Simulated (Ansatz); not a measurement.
ZrTi: energy above lowest point and pressure against volume scale

All results are calculated (Ansatz 0.2.0). Free energy against uniform scaling of the volume at fixed shape and fractions; periodic cell, basis, potentials, k mesh and filling as listed.

The cell before it is scaled or strained (space group P-6m2, No. 187):
```
CELL_PARAMETERS angstrom
3.11930 0.00000 0.00000
-1.55970 2.70140 0.00000
0.00000 0.00000 4.93680
ATOMIC_POSITIONS crystal
Zr 0.00000 0.00000 0.00000
Ti 0.33333 0.66667 0.50000
```

Settings of every row: functional r2SCAN; dispersion D3(BJ); potentials PAW; wave cutoff 557.83 eV; density cutoff 2231.3 eV; k mesh 11x11x6; k shift 0x0x0; occupations fermi dirac; smearing width 0.05 eV; spin none.

Limits: coarse k mesh, up to 40 meV an atom off; dispersion damping borrowed; the cell comes from a prototype or a list of computed structures and needn't be the stable phase.

| row | volume scale | V (Å³/atom) | energy above lowest point (meV/atom) | pressure (GPa) |
| --- | --- | --- | --- | --- |
| 1 | 0.9406 | 19.564 | 4 | 2.73 |
| 2 | 0.9703 | 20.182 | 0 | -0.59 |
| 3 | 1 | 20.8 | 8 | -3.5 |
| 4 | 1.0297 | 21.418 | ? | ? |
| 5 | 1.0594 | 22.035 | 54.3 | -8.29 |

Question: what energy above lowest point and pressure should row 4 give?

Worked fit of energy above lowest point. Take u = (V_r/V)^(2/3) − 1 with V_r = 20.491 Å³ an atom, which is twice the finite (Eulerian) strain; such expansions in the strain, on which the Birch-Murnaghan equation of state is built, carry the rest volume and the bulk modulus. The shown rows have u = 0.03134, 0.01018, -0.00993, -0.04728. Least squares give energy above lowest point = 2.58 − 408.2 × u + 14500 × u² meV/atom; a straight line predicts inner rows, each left out in turn, worse (root mean square 14 against 0.15 meV/atom). The rows lie off it by 0.0, 0.1, -0.1, 0.0. Its lowest point lies at u = 0.0141, or V = 20.07 Å³ an atom, and the curvature there gives the bulk modulus at fixed shape and fractions, B = (4/9)(1 + u)² E″(u)/V = 106 GPa. Letting shape and atoms relax would as a rule lower it, by much in layered, chain or molecular crystals. The withheld row has u = -0.02907, so the fit gives 2.58 − 408.2 × (-0.02907) + 14500 × (-0.02907)² = 26.7 meV/atom.

The calculation gave 26.5 meV/atom. The fit lies 0.2 meV/atom (0.37 % of the column's range) above it; its largest miss of a shown row is 0.1 meV/atom.

Worked fit of pressure. Take u = (V_r/V)^(2/3) − 1 with V_r = 20.491 Å³ an atom, which is twice the finite (Eulerian) strain; such expansions in the strain, on which the Birch-Murnaghan equation of state is built, carry the rest volume and the bulk modulus. The shown rows have u = 0.03134, 0.01018, -0.00993, -0.04728. Least squares give pressure = −2.092 + 144.77 × u + 289.6 × u² GPa; a straight line predicts inner rows, each left out in turn, worse (root mean square 0.28 against 0.0032 GPa). All shown rows lie on it to the printed digit. The pressure vanishes at u = 0.0141, or V = 20.07 Å³ an atom, and there the bulk modulus at fixed shape and fractions is B = −V dP/dV = (2/3)(1 + u) dP/du = 103 GPa. Letting shape and atoms relax would as a rule lower it, by much in layered, chain or molecular crystals. The withheld row has u = -0.02907, so the fit gives −2.092 + 144.77 × (-0.02907) + 289.6 × (-0.02907)² = -6.06 GPa.

The calculation gave -6.05 GPa. The fit lies 0.01 GPa (0.091 % of the column's range) below it, one unit of the last digit.
